B97-D, BLYP and BP86 are generalised-gradient functionals (GGAs) with no exact exchange, so a rule based on that share alone gives all three the same NMR shieldings. The question is how far apart they lie for isopropenyl methyl ketone, and whether their hybrid relatives reveal it beforehand. The symbol $\sigma$ is the absolute isotropic shielding in ppm; a chemical shift is a difference of two such values. C1 is the terminal $=\mathrm{CH_2}$ carbon, C2 the substituted alkene carbon, C4 the carbonyl carbon, H7 one vinyl proton and H9 the average over the methyl group on C2.

Isotropic GIAO NMR shieldings σ of isopropenyl methyl ketone (C5H8O, SMILES C=C(C)C(C)=O), computed with PySCF 2.14.0 and density fitting, non-relativistic and in the gas phase, at the PBE0-D3(BJ)/def2-SVP geometry. Atoms are numbered in SMILES order, hydrogens after the heavy atoms; equivalent atoms are averaged.

```tsv
functional	basis	exact exchange, long range (%)	σ C1 (ppm)	σ C2 (ppm)	σ C4 (ppm)	σ H7 (ppm)	σ H9 (ppm)
B97-D	pcSseg-1	0	?	?	?	?	?
BLYP	pcSseg-1	0	?	?	?	?	?
BP86	pcSseg-1	0	?	?	?	?	?
KT2	pcSseg-1	0	61.5	38.8	-2.9	25.40	29.36
KT3	pcSseg-1	0	62.1	40.4	-1.9	25.53	29.49
LDA	pcSseg-1	0	44.7	20.9	-25.2	24.74	29.00
OPBE	pcSseg-1	0	59.4	40.1	-4.7	25.13	29.38
PBE	pcSseg-1	0	50.1	27.1	-18.2	25.20	29.37
B3LYP	pcSseg-1	20	47.9	24.1	-22.6	25.47	29.53
B97-2	pcSseg-1	21	54.6	33.5	-13.2	25.39	29.51
B97-2	pcSseg-2	21	51.0	26.9	-20.8	25.23	29.49
mPW1PW91	pcSseg-1	25	51.4	30.0	-17.4	25.29	29.46
BHandHLYP	pcSseg-1	50	51.0	29.0	-19.6	25.50	29.56
CAM-B3LYP	pcSseg-1	65	48.7	25.2	-23.0	25.37	29.49
HF	pcSseg-1	100	58.3	39.7	-11.4	25.68	29.75
LC-wPBE	pcSseg-1	100	52.1	31.7	-18.6	25.21	29.53
wB97X-D	pcSseg-1	100	51.9	30.1	-18.1	25.36	29.55
WP04	pcSseg-1	n/a	41.1	18.6	-29.7	25.82	29.72
PBE0	IGLO-III	25	49.7	24.9	-22.9	25.21	29.51
PBE0	aug-cc-pVDZ	25	70.5	46.6	-1.1	25.15	29.48
PBE0	cc-pVDZ	25	71.6	49.5	3.0	25.40	29.57
PBE0	cc-pVTZ	25	57.1	33.9	-13.1	25.14	29.44
PBE0	pcSseg-0	25	54.1	38.6	-21.4	26.61	30.74
PBE0	pcSseg-1	25	52.3	30.8	-16.4	25.23	29.42
PBE0	pcSseg-2	25	48.8	24.2	-24.2	25.06	29.38
```

Only rows in the pcSseg-1 basis are compared, and among them the share of exact exchange does not order the carbons. At 0 %, $\sigma$ C4 runs from $-25.2$ ppm (LDA) to $-1.9$ ppm (KT3, which like KT2 was designed for shieldings). Going from PBE to PBE0, which replaces a quarter of the exchange by exact exchange, raises it by only 1.8 ppm. The semilocal part of a functional therefore decides where a row lies, and exact exchange shifts it a little.

The theory of shielding says where to look for the reason. The shielding is a diamagnetic term, set by the ground-state density, plus a paramagnetic term, strongly negative for these carbons, which arises as the field mixes empty orbitals $a$ into occupied orbitals $i$. In outline,

$$\sigma^{p} \propto -\sum_{i,a}\frac{\langle i|\hat L|a\rangle\,\langle a|\hat L/r^{3}|i\rangle}{\Delta_{ia}},$$

where $\hat L$ is the angular momentum, $r$ the distance from the nucleus and $\Delta_{ia}$ an effective excitation energy. The same runs split $\sigma$ C4 in this way: over the five known 0 % rows the diamagnetic term spans 1.3 ppm and the paramagnetic term 22.0 ppm. Such a split depends on the gauge convention and the basis, but within the scheme used here the spread is almost wholly paramagnetic.

A magnetic field changes the orbitals by an imaginary amount and leaves the density unchanged to first order. The Coulomb and semilocal potentials then do not respond, and for a GGA $\Delta_{ia}$ is the plain orbital energy difference $\varepsilon_a-\varepsilon_i$. A fraction $c$ of exact exchange does respond, and the diagonal part of the response becomes

$$\Delta_{ia} = \varepsilon_a-\varepsilon_i - c\,[(ii|aa)-(ia|ia)],$$

with $(ii|aa)$ the Coulomb repulsion between the two orbital densities and $(ia|ia)$ their exchange integral. Exact exchange widens $\varepsilon_a-\varepsilon_i$ because it frees an occupied orbital from its self-repulsion, while an empty orbital describes an added electron that feels all the others. The bracket returns the attraction between the excited electron and its hole, so the two changes are expected to cancel in large part.

The runs agree with this argument without proving it. The HOMO–LUMO gap grows from about 3.1 eV in PBE to about 5.8 eV in PBE0, which would nearly halve a term proportional to the inverse gap, yet C4 hardly moves. The gap is also a poor guide among the GGAs. PBE and OPBE share their correlation and differ in the exchange form; their gaps are almost equal, so inverse-gap scaling changes the paramagnetic term of C4 by 2.3 ppm, while the computed change is 12.9 ppm. For LDA the scaling comes within 1.0 ppm of the computed change from PBE, but for KT2 and KT3 it overshoots by 5.8 and 4.0 ppm. A single gap stands for one term of a sum over many orbital pairs, and the numerators change with the functional too.

Two rules for a forecast follow. First, a modest change of functional is a perturbation of the orbitals, so $\sigma$ should be about linear in it, and a GGA is its hybrid relative with the exact exchange taken out: $\sigma_{\rm GGA}=\sigma_{\rm hybrid}-x\,s$, with $x$ the share in per cent and $s$ a slope for each nucleus. Second, the three unsaturated carbons all owe much of their paramagnetic term to couplings into low-lying $\pi^*$ orbitals and should move together. They do in the known 0 % rows, where C1 follows a straight line in C4 to 0.5 ppm and C2 to 1.7 ppm.

The slope $s$ is the mean from two pairs, PBE with PBE0 and B3LYP with BHandHLYP, and no withheld row enters it. The range-separated rows are kept out because their printed share holds at long range only: the slope applied from PBE to LC-wPBE overshoots the computed C4 by 9.0 ppm. For C4 of BLYP the steps are

$$s_1=\frac{-16.4+18.2}{25}=0.072,\qquad s_2=\frac{-19.6+22.6}{30}=0.100,\qquad s=0.086,$$

$$\sigma_{\rm BLYP}=-22.6-20\times0.086=-24.3\ \text{ppm}.$$

The error bar has two main parts. The slopes disagree by 0.028 ppm per per cent, or 0.56 ppm over the step. B3LYP also holds some purely local exchange and 19 % local correlation that BLYP and BHandHLYP lack, so $s_2$ is not a pure exact-exchange slope either; these local parts are allowed for as 0.19 times the PBE–LDA difference of 7.0 ppm. Added in quadrature they give 1.4 ppm.

BP86 has no hybrid of its own in the table and starts from PBE. The guess is that mPW exchange with PW91 correlation can stand in for B88 with P86, so the difference between mPW1PW91 and PBE0 is scaled up to full semilocal exchange: $-18.2-1.0/0.75=-19.5$ ppm for C4. The bar combines that whole correction with a quarter of the predicted PBE–BLYP distance.

B97-D is taken as B97-2 less its exact exchange. The two share a functional form but have separately fitted coefficients, and the dispersion term depends on the nuclear positions alone, so it adds nothing at fixed geometry. This is the weakest forecast, and its bar lets the whole predicted offset from PBE vanish. All bars are reasoned allowances, not statistical intervals. The forecasts, in ppm and in the order C1, C2, C4, H7, H9, are:

- BLYP: $46.0\pm1.1$, $21.0\pm1.2$, $-24.3\pm1.4$, $25.45\pm0.09$, $29.50\pm0.07$
- BP86: $48.9\pm1.6$, $26.0\pm1.9$, $-19.5\pm2.0$, $25.28\pm0.10$, $29.42\pm0.06$
- B97-D: $52.6\pm2.5$, $30.2\pm3.1$, $-15.0\pm3.2$, $25.37\pm0.17$, $29.48\pm0.11$

In words, the carbons should order as BLYP < BP86 < B97-D, all well below OPBE and the KT rows. The BLYP carbons should lie near LDA while its H7 lies about 0.7 ppm above LDA, and BP86 should have the lowest H7 of the three. All three should fall within about 1.5 ppm of the C1–C4 and C2–C4 lines.

The withheld rows as computed:

```tsv
functional	basis	exact exchange, long range (%)	σ C1 (ppm)	σ C2 (ppm)	σ C4 (ppm)	σ H7 (ppm)	σ H9 (ppm)
B97-D	pcSseg-1	0	53.6	30.9	-13.8	25.51	29.55
BLYP	pcSseg-1	0	46.1	21.0	-24.0	25.50	29.52
BP86	pcSseg-1	0	49.9	26.7	-18.5	25.29	29.43
```

Each computed value lies inside its bar, and the qualitative forecasts hold: the order of the carbons, the place of BP86 in H7, and the two lines, from which the largest departure is 1.1 ppm (C2 of BLYP). The H7 of BLYP lies $25.50-24.74=0.76$ ppm above LDA, slightly more than forecast. Fifteen hits are less than fifteen tests, since the three carbons of a row move together and the bars were generous. No computed value lies below its forecast, and the reasons differ from row to row; the analysis printed below lists every miss.

BLYP is the real test of linearity, as it alone has a close hybrid relative, and it is the clearest hit. The computed C4 is $-24.0$ ppm, 0.3 ppm above the forecast, and C1 and C2 agree to about the rounding of the table. The local parts of B3LYP matter much less for the carbons than the bar allowed. H7 comes out 0.05 ppm above its forecast, in the direction expected if those local parts pull B3LYP a little towards the low proton shieldings of LDA; BHandHLYP, which lacks them too, supports this reading: its H7 equals that of BLYP at 25.50 ppm, while B3LYP, between them in exact exchange, lies 0.03 ppm lower.

BP86 is a hit by its bar, but the carbon correction was mostly wrong. The computed C4 lies only 0.3 ppm below PBE and 1.0 ppm above the forecast, so unchanged PBE values would have served better for all three carbons. For the protons the same correction was right to 0.01 ppm. The stand-in functionals thus worked for the protons and not for the carbons, and one case cannot tell whether the proton agreement is more than luck.

The revealed rows give a cleaner comparison than the forecast had. BLYP and BP86 share B88 exchange and differ in correlation alone, and their C4 values differ by $-18.5-(-24.0)=5.5$ ppm, about three times the step from PBE to PBE0. LYP also lifts H7 well above the P86 value. With the PBE–OPBE pair, which changes exchange alone, the numbers show that either semilocal ingredient can move the carbonyl carbon more than a quarter of exact exchange does.

B97-D lies 0.7 to 1.2 ppm above its carbon forecasts, and its H7 is the closest call, 0.14 ppm high and nine tenths of the bar. It was expected below BLYP in H7 and is level with it. The proton slopes are tiny, so this miss belongs to the assumed kinship with B97-2: a shared form with other coefficients is a looser tie than that of BLYP to B3LYP. A single line in exact exchange through eleven known rows gives the B97-D carbons even better, but only because they sit near the average; the same line is 10.8 ppm too high for C4 of BLYP.

For this molecule the working rule is to place a functional by its exchange and correlation forms and then add about 0.7 to 1.6 ppm per 10 % of global exact exchange to an unsaturated carbon. The rule compares calculations with one another, for one conformer without vibrational averaging, and a hit says nothing about closeness to a measured spectrum. The absolute values are not converged either: pcSseg-2 lowers C4 by 7.8 ppm for PBE0 and 7.6 ppm for B97-2, more than any bar above. That the two shifts are so alike suggests that differences between functionals survive a better basis, but it is shown for this one pair only.

Output of the analysis:

```
ppm; columns C1 C2 C4 H7 H9; table rounding 0.05 (C), 0.005 (H); basis pcSseg-1 unless named
slope per 10% PBE->PBE0            +0.88    +1.48    +0.72   +0.012   +0.020
slope per 10% B3LYP->BHandHLYP     +1.03    +1.63    +1.00   +0.010   +0.010
mean slope per 10%                 +0.96    +1.56    +0.86   +0.011   +0.015
span of known 0% rows              +17.4    +19.5    +23.3    +0.79    +0.49
PBE - LDA                           +5.4     +6.2     +7.0    +0.46    +0.37
mPW1PW91 - PBE0                     -0.9     -0.8     -1.0    +0.06    +0.04
pcSseg-2 - pcSseg-1, PBE0           -3.5     -6.6     -7.8    -0.17    -0.04
pcSseg-2 - pcSseg-1, B97-2          -3.6     -6.6     -7.6    -0.16    -0.02
Rows outside the slope (long-range share only, or no correlation): computed - model
  CAM-B3LYP from B3LYP              -3.5     -5.9     -4.3    -0.15    -0.11
  LC-wPBE from PBE                  -7.6    -11.0     -9.0    -0.10    +0.01
  wB97X-D from B97-2               -10.3    -15.7    -11.7    -0.12    -0.08
  HF from BHandHLYP                 +2.5     +2.9     +3.9    +0.12    +0.12
One line in exact exchange, 11 rows: R2 0.00 0.03 0.02 0.35 0.53
  value at 0%                      +53.8    +31.4    -13.2   +25.22   +29.34
  rms residual                      +5.4     +6.4     +7.5    +0.19    +0.12
C4 in 0% rows: dia span 1.3, para span 22.0
  gap/eV                     LDA 3.07 PBE 3.13 OPBE 3.16 KT2 3.39 KT3 3.38
  para - PBE, 1/gap | actual LDA -5.7|-6.7 OPBE +2.3|+12.9 KT2 +20.3|+14.5 KT3 +19.3|+15.3
0% rows: C1 = 63.4 + 0.74 C4, largest residual 0.5
0% rows: C2 = 42.4 + 0.84 C4, largest residual 1.7
B97-D  predicted                   +52.6    +30.2    -15.0   +25.37   +29.48
       error bar                    +2.5     +3.1     +3.2    +0.17    +0.11
       computed                    +53.6    +30.9    -13.8   +25.51   +29.55
       computed - predicted         +1.0     +0.7     +1.2    +0.14    +0.07 | miss/bar 0.4 0.2 0.4 0.9 0.6
       computed - single line       -0.2     -0.5     -0.6    +0.29    +0.21
       computed - PBE               +3.5     +3.8     +4.4    +0.31    +0.18 | off C1-C4 line +0.4, C2-C4 +0.2
BLYP   predicted                   +46.0    +21.0    -24.3   +25.45   +29.50
       error bar                    +1.1     +1.2     +1.4    +0.09    +0.07
       computed                    +46.1    +21.0    -24.0   +25.50   +29.52
       computed - predicted         +0.1     +0.0     +0.3    +0.05    +0.02 | miss/bar 0.1 0.0 0.2 0.6 0.3
       computed - single line       -7.7    -10.4    -10.8    +0.28    +0.18
       computed - PBE               -4.0     -6.1     -5.8    +0.30    +0.15 | off C1-C4 line +0.4, C2-C4 -1.1
BP86   predicted                   +48.9    +26.0    -19.5   +25.28   +29.42
       error bar                    +1.6     +1.9     +2.0    +0.10    +0.06
       computed                    +49.9    +26.7    -18.5   +25.29   +29.43
       computed - predicted         +1.0     +0.7     +1.0    +0.01    +0.01 | miss/bar 0.6 0.4 0.5 0.1 0.1
       computed - single line       -3.9     -4.7     -5.3    +0.07    +0.09
       computed - PBE               -0.2     -0.4     -0.3    +0.09    +0.06 | off C1-C4 line +0.2, C2-C4 -0.1
inside the bars: 15 of 15
```
